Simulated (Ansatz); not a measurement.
# Ni: the change of pressure and energy less free atoms with volume scale

Results calculated with Ansatz 0.2.0, not measured. Periodic Kohn-Sham DFT of a crystal at fixed atoms, scaled to volume_scale times the given cell; pressure positive in compression, energy less spherical unpolarised free atoms, largest_vzz the field gradient of largest size among the nuclei.

The cell before it is scaled or strained (space group Fm-3m, No. 225):
```
cell vectors (Å)
   0.0000     1.7596     1.7596
   1.7596     0.0000     1.7596
   1.7596     1.7596     0.0000
atoms (fractions of the cell vectors)
Ni  0.00000  0.00000  0.00000
```

Settings of every row: method all-electron LAPW; functional PBE; relativity scalar; k mesh 18x18x18; filling fermi-dirac; smearing width 0.08 eV; basis error target 1 meV/atom; nucleus gaussian.

Atom:
| element | start moment (bohr magneton) |
| --- | --- |
| Ni | 1.5 |

Limits: with one magnetic atom in the cell only parallel moments are possible.

| row | volume scale | V (Å³/atom) | pressure (GPa) | energy less free atoms (eV/atom) | cell moment (bohr magneton) |
| --- | --- | --- | --- | --- | --- |
| 1 | 0.9405 | 10.248 | 14.135 | -7.095 | 0.612 |
| 2 | 0.97 | 10.569 | 6.5 | -7.1155 | 0.618 |
| 3 | 1 | 10.896 | -0.009 | -7.1219 | 0.624 |
| 4 | 1.03 | 11.223 | ? | ? | ? |
| 5 | 1.06 | 11.55 | -10.001 | -7.1003 | 0.64 |

Question: what pressure and energy less free atoms should row 4 give?

Worked fit of pressure. Take u = (V_r/V)^(2/3) − 1 with V_r = 10.733 Å³ an atom, which is twice the finite (Eulerian) strain; such expansions in the strain, on which the Birch-Murnaghan equation of state is built, carry the rest volume and the bulk modulus. The shown rows have u = 0.03131, 0.01032, -0.01, -0.04773. Least squares give pressure = 3.0938 + 321.49 × u + 988.66 × u² GPa; a straight line predicts inner rows, each left out in turn, worse (root mean square 0.97 against 0.034 GPa). The rows lie off it by 0.006, -0.017, 0.013, -0.002 (root mean square 0.011 GPa). The pressure vanishes at u = -0.0099, or V = 10.89 Å³ an atom, and there the bulk modulus at fixed shape and fractions is B = −V dP/dV = (2/3)(1 + u) dP/du = 199 GPa. The withheld row has u = -0.02932, so the fit gives 3.0938 + 321.49 × (-0.02932) + 988.66 × (-0.02932)² = -5.482 GPa.

The calculation gave -5.454 GPa. The fit lies 0.028 GPa (0.12 % of the column's range) below it; its largest miss of a shown row is 0.017 GPa.

Worked fit of energy less free atoms. Take u = (V_r/V)^(2/3) − 1 with V_r = 10.733 Å³ an atom, which is twice the finite (Eulerian) strain; such expansions in the strain, on which the Birch-Murnaghan equation of state is built, carry the rest volume and the bulk modulus. The shown rows have u = 0.03131, 0.01032, -0.01, -0.04773. Least squares give energy less free atoms = −7.12034 + 0.3214 × u + 15.539 × u² eV/atom; a straight line predicts inner rows, each left out in turn, worse (root mean square 0.015 against 0.00026 eV/atom). The rows lie off it by 0.0000, -0.0001, 0.0001, 0.0000. Its lowest point lies at u = -0.0103, or V = 10.9 Å³ an atom, and the curvature there gives the bulk modulus at fixed shape and fractions, B = (4/9)(1 + u)² E″(u)/V = 199 GPa. The withheld row has u = -0.02932, so the fit gives −7.12034 + 0.3214 × (-0.02932) + 15.539 × (-0.02932)² = -7.1164 eV/atom.

The calculation gave -7.1162 eV/atom. The fit lies 0.0002 eV/atom (0.74 % of the column's range) below it; its largest miss of a shown row is 0.0001 eV/atom.

The other values of row 4: cell moment 0.631 bohr magneton.
